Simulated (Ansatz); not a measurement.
## 5 guesses for Si5F and where they end

Level of theory: DFT PBE, scalar-relativistic, plane waves, PAW in Ansatz 0.2.0. Settings: cutoff 420 eV, Γ-centred meshes spaced at most about 0.3 Å⁻¹, and about 0.25 Å⁻¹ or finer for metals (2π included), Gaussian smearing. No spin polarisation in the final relaxations.

Each guess was relaxed in cell and atoms at zero pressure, within the symmetry of its start. Temperature and zero-point effects are left out. Coordination counts Si atoms around F (those within 1.25 times the shortest such distance or 1.15 times the sum of covalent radii; a plus sign parts nearer from farther groups; the shortest distance is added where it is long for a bond).

| guess | made from | start group | V start (Å³/atom) | end group | V end (Å³/atom) | coordination at the end | gap on mesh (eV) | E over the lowest end (meV/atom) |
| --- | --- | --- | --- | --- | --- | --- | --- | --- |
| 1 | MgCd5 type | P-62m | 13.8 | P-62m | 14.2 | F 12 from 2.7 Å | 0 | 116 |
| 2 | random cell | P6/mmm | 18.1 | P6/mmm | 14.1 | F 14 from 2.6 Å | 0 | 0 |
| 3 | CeMg5 type | P-6m2 | 17.6 | ? | ? | ? | ? | ? |
| 4 | DyNi5 type | P6/mmm | 15.1 | P6/mmm | 15.4 | F 6+12 from 2.8 Å | 0 | 99 |
| 5 | ErCu5 type | F-43m | 14.2 | F-43m | 15.1 | F 16 from 3.0 Å | 0 | 213 |

Guess 3 as it starts:

```cif
data_structure
_symmetry_space_group_name_H-M 'P-6m2'
_symmetry_Int_Tables_number 187
_cell_length_a 2.8730
_cell_length_b 2.8730
_cell_length_c 14.7470
_cell_angle_alpha 90.000
_cell_angle_beta 90.000
_cell_angle_gamma 120.000
_cell_volume 105.42
loop_
_atom_site_label
_atom_site_type_symbol
_atom_site_symmetry_multiplicity
_atom_site_Wyckoff_symbol
_atom_site_fract_x
_atom_site_fract_y
_atom_site_fract_z
_atom_site_occupancy
Si1 Si 2 h 0.33333 0.66667 0.81842 1
Si2 Si 2 g 0.00000 0.00000 0.65982 1
Si3 Si 1 d 0.33333 0.66667 0.50000 1
F1 F 1 a 0.00000 0.00000 0.00000 1
```

Question: Fill in the missing row: what does this guess relax into, and where does it rank?

Answer: It ends in space group P-6m2 (No. 187), with a = 2.676 Å, c = 13.220 Å, 13.7 Å³/atom and no gap. It lies 88 meV/atom over the lowest end, above guess 2 and below guess 4. Counting Si atoms around F, this end has F 6 from 2.5 Å and the lowest (guess 2) has F 14 from 2.6 Å. The lowest (guess 2) holds Si–Si bonds in all directions (shortest 2.49 Å); in this end the shortest Si–Si distance is 2.68 Å, near bonding range too.

```yaml
crystal:
  lattice:
    - [2.67599, 0.00000, 0.00000]
    - [-1.33799, 2.31747, 0.00000]
    - [0.00000, 0.00000, 13.22002]
  atoms:
    - { symbol: Si, position: [0.66667, 0.33333, 0.85273] }
    - { symbol: Si, position: [0.33333, 0.66667, 0.67445] }
    - { symbol: Si, position: [0.66667, 0.33333, 0.50000] }
    - { symbol: Si, position: [0.33333, 0.66667, 0.32555] }
    - { symbol: Si, position: [0.66667, 0.33333, 0.14727] }
    - { symbol: F, position: [0.33333, 0.66667, 0.00000] }
```

Formation energies are uncorrected and refer to the elements' standard structures at the same level (F₂ as a molecule).

Question: Is the lowest end bound against the elements?

Answer: Too close to call: its formation energy is +0.02 eV/atom. The formation energy is too near zero to say whether this cell lies below the elements.

The k mesh leaves some 4 meV/atom of noise in the energy of each metallic cell. A magnetic state wasn't ruled out in cells without spin, among them P-6m2. Cells relaxed within their symmetry can be saddle points. A lower structure may well exist outside this small set. Some candidate types were left out of the draw beforehand, so a known form may be missing.

None of these ends contains a normal Si–F bond. Fluorine sits in large silicon cages, with its nearest neighbours at 2.5 to 3.0 Å, far beyond the length of the strong, polar two-centre bond it forms in silicon fluorides. That probably explains why the formation energy of the lowest end is close to zero, although fluorination of silicon is strongly exothermic: the symmetry retained from its random starting cell gives fluorine little chance to bind to a single silicon atom. Silicon, too, loses its favoured tetrahedral network, and even the shortest Si–Si contact in the lowest end, 2.49 Å, is stretched compared with diamond-type silicon.

Shorter Si–F contacts alone don't set the ranking, since guess 3 has the shortest but lies above guess 2. Its missing gap follows from an odd electron count per primitive cell with spin pairing imposed, so it is no independent evidence of metallic bonding. The relevant competitor is silicon plus molecular SiF₄, against which all these cells should be strongly unstable, whatever the sign of the formation energy.
